## Question

Molybdenum selenide, MoSe, is computed in the rocksalt structure with density-functional theory (a meta-GGA functional with a Hubbard U on the Mo d shell). The crystal is a ferromagnetic metal. At a volume of 23.31 Å³ per atom its pressure is practically zero. When the volume is scaled by 0.96 the pressure is 3.18 GPa, and when it is scaled by 1.04 the pressure is −2.55 GPa, the minus sign meaning tension.

(a) Estimate by hand the energy above the minimum and the pressure at volume ratios 0.80 and 1.10.

(b) Compare the estimates with the full calculation and judge the rule over the whole range.

(c) The crystal is magnetic. Why can one smooth curve describe it, and what would end its validity?

## Model answer

**(a)** At the reference volume, attraction and repulsion between the atoms balance. When the bonds are shortened, the repulsion between overlapping electron shells grows faster than the attraction. When they are stretched, both forces fade. The energy valley is therefore steep on the compressed side and shallow on the expanded side.

A parabola in volume misses this asymmetry, but a parabola in density contains it. Reducing the volume by a fifth raises the density by 25 %, whereas enlarging it by a fifth lowers the density by only 17 %. Equal steps in volume thus become unequal steps in density, the larger one on the side where the crystal resists more.

Let V0 be the reference volume per atom, V the actual one, and r = V0/V the relative density. The bulk modulus B measures the stiffness: it is the pressure needed per fractional loss of volume, for small changes. The rule and its volume derivative are

E = ½ B V0 (r − 1)²

P = −dE/dV = B r² (r − 1)

The two given pressures fix B, since they lie 0.08 apart in volume ratio:

B = (3.18 + 2.55) / 0.08 = 71.6 GPa

Half of one GPa·Å³ is 3.12 meV, so the energy prefactor is

½ B V0 = 3.12 × 71.6 × 23.31 ≈ 5210 meV per atom

At volume ratio 0.80, r = 1/0.80 = 1.25:

- E = 5210 × 0.25² ≈ 326 meV per atom
- P = 71.6 × 1.25² × 0.25 ≈ 28.0 GPa

At volume ratio 1.10, r = 1/1.10 = 0.909. The same two steps give E ≈ 43 meV per atom and P ≈ −5.4 GPa.

**(b)** The full calculation gives the following.

Rocksalt MoSe computed with Ansatz 0.2.0: scalar-relativistic plane-wave PAW, collinear spin, r2SCAN with an effective U of 4.38 eV on Mo d, each point started from +2 μB on Mo. Cutoff 500 eV, Gamma-centred 12×12×12 k mesh, Gaussian smearing of 0.1 eV. Volume ratio 1 is 23.31 Å³ per atom (cubic a = 5.713 Å); pressure is positive in compression.

| volume ratio | energy above lowest (meV/atom) | pressure (GPa) | cell moment (μB) | largest site moment (μB) |
| --- | --- | --- | --- | --- |
| 0.8 | 315.5 | 26.69 | 3.99 | 3.10 |
| 0.86 | 134.9 | 15.28 | 4.00 | 3.21 |
| 0.92 | 38.8 | 7.20 | 4.00 | 3.31 |
| 0.96 | 8.9 | 3.18 | 4.00 | 3.38 |
| 1 | 0.0 | -0.02 | 4.00 | 3.44 |
| 1.04 | 7.7 | -2.55 | 4.00 | 3.49 |
| 1.1 | 42.9 | -5.37 | 4.00 | 3.58 |
| 1.18 | 120.9 | -7.80 | 4.00 | 3.68 |

Neither worked row was used to find B. At 1.10 both estimates agree with the calculation to better than 1 %. At 0.80, the strongest compression, the energy is 3 % too high and the pressure 5 % too high.

The other rows show the same difference between the two sides. On every expanded row the rule stays within 1 % of the computed values. On every compressed row it overshoots, and for the pressure the overshoot grows steadily with compression. The crystal stiffens under load slightly less than the rule assumes.

**(c)** The cell moment, the net spin moment of one Mo and one Se atom, stays at 4 μB. An electron count explains the number. Mo and Se bring six outer electrons each, and filling the outer shell of Se takes eight of the twelve. In this formal, ionic count four remain on Mo, with their spins parallel.

A whole-number moment in a metal suggests that one spin direction has only full and empty bands, and that only the other has electrons at the Fermi level. Here the first should be the minority spin, which fills its half of the Se shell and leaves the Mo d bands empty. Moderate squeezing then shifts and broadens the bands without changing the count of either spin. The crystal stays in one magnetic state, so its energy can follow one smooth valley.

The rule would fail if compression made the moment collapse. The new state would have its own equilibrium volume and stiffness, and pressures taken near ratio 1 could not reveal them. No collapse is seen down to 0.80, though the search for lower electronic states was only a light one and the stability of the states found was not tested. The moment there is 3.99 μB. Since the number of electrons is fixed, the small loss means that about 0.003 electrons have changed from majority to minority spin. An empty minority band may be starting to dip below the Fermi level, or the smearing used in the calculation may merely reach its edge. So small a change doesn't settle which.

## Remarks on the reasoning

**The choice of density matters more than the arithmetic.** With the same B, a parabola in volume puts the energy 34 % too low at 0.80 and 40 % too high at 1.18. The second-order Birch–Murnaghan equation, a standard form for solids, also allows for the asymmetry, but less strongly. It does better than the density rule at ratios 0.92 and 0.96 and worse on all the other rows away from the reference. The output after this text lists the misses of all three forms.

**Agreement doesn't identify the forces.** Written out, (r − 1)² is r² − 2r + 1: a repulsion that grows as the square of the density, against an attraction that grows in proportion to it. Other pairs of power laws, matched to the same V0 and B, give nearly the same valley near its minimum if their exponents in density also add up to three. The rule is a good description of the curve, and its two terms shouldn't be read as separate energies of the real crystal.

**The test is not equally strong everywhere.** The pressures at 0.96 and 1.04 supplied B, so their agreement is largely built in. The nearby energies follow from the same curvature. The outer rows are the real test, because there the assumed asymmetry has to be right.

**A rising site moment is not a change of magnetic state.** The largest site moment, the part of the spin assigned to Mo, climbs from 3.10 to 3.68 μB while the cell moment hardly moves. Between ratios 0.80 and 0.92, Mo loses about 0.12 d electrons of the minority spin and gains only 0.03 of the majority spin. This fits longer bonds, across which Mo and Se share electrons less. The change is gradual, as the energy rule needs.

**The estimate belongs to this magnetic state and this cubic shape.** With one Mo atom in the cell, neighbouring moments can't point in opposite directions. Four d electrons in an octahedral site also tend to distort their surroundings (the Jahn–Teller effect), which the fixed cubic shape forbids. A lower state of either kind would need its own V0 and B. How much these depend on the chosen U is unknown without a second curve. Nor does the curve show that rocksalt MoSe is stable against other structures or compositions.

**To use the rule on another crystal,** take that crystal's own V0 and B. The rule assumes that B rises by 5 GPa for each GPa of pressure near the minimum. One further point, well away from the minimum, shows whether that assumption suits the material. The accuracy found here covers volume ratios from 0.80 to 1.18. Beyond them the rule is untested, and its growing overshoot on compression speaks against stretching it further that way.

Output of the analysis:

```
Bulk modulus B from the pressures at 0.96 and 1.04 (GPa): 71.62
Hand factor turning GPa times cubic angstrom into half the energy (meV): 3.121
Energy prefactor, half B V0 (meV/atom): 5210
Density rule (percent misses set to 0 at the reference row):
   row  r less 1  E rule meV/atom  E miss %  P rule GPa  P miss %
   0.8      0.25            325.6     3.216       27.98     4.828
  0.86    0.1628            138.1     2.356       15.77     3.175
  0.92   0.08696             39.4      1.54       7.359     2.202
  0.96   0.04167            9.046     1.638       3.238     1.832
   1.0         0                0         0           0         0
  1.04  -0.03846            7.708   0.09885      -2.547   -0.1186
   1.1  -0.09091            43.06    0.3746      -5.381    0.2103
  1.18   -0.1525            121.2    0.2816      -7.847    0.5997
Rival forms with the same B (percent misses, 0 at the reference row):
   row  E volume parabola  P volume parabola  E Birch-Murnaghan  P Birch-Murnaghan
   0.8             -33.94             -46.33             -4.403             -6.347
  0.86              -24.3             -34.38             -2.765              -4.37
  0.92             -14.06             -20.42             -1.275             -1.987
  0.96             -6.331             -9.906             0.2561            -0.2294
   1.0                  0                  0                  0                  0
  1.04              8.267              12.35              1.409              1.856
   1.1              21.45              33.38              3.571              5.079
  1.18              39.63              65.29              5.835               9.21
Largest energy miss of the density rule, compressed rows (%): 3.216
Largest energy miss of the density rule, expanded rows (%): 0.3746
Largest pressure miss of the density rule, compressed rows (%): 4.828
Largest pressure miss of the density rule, expanded rows (%): 0.5997
Electrons left over after filling the Se shell: 4
Rise of the Mo site moment over the whole scan (muB): 0.58
Fall of minority Mo d population from 0.80 to 0.92 (electrons): 0.1161
Rise of majority Mo d population from 0.80 to 0.92 (electrons): 0.0279
```
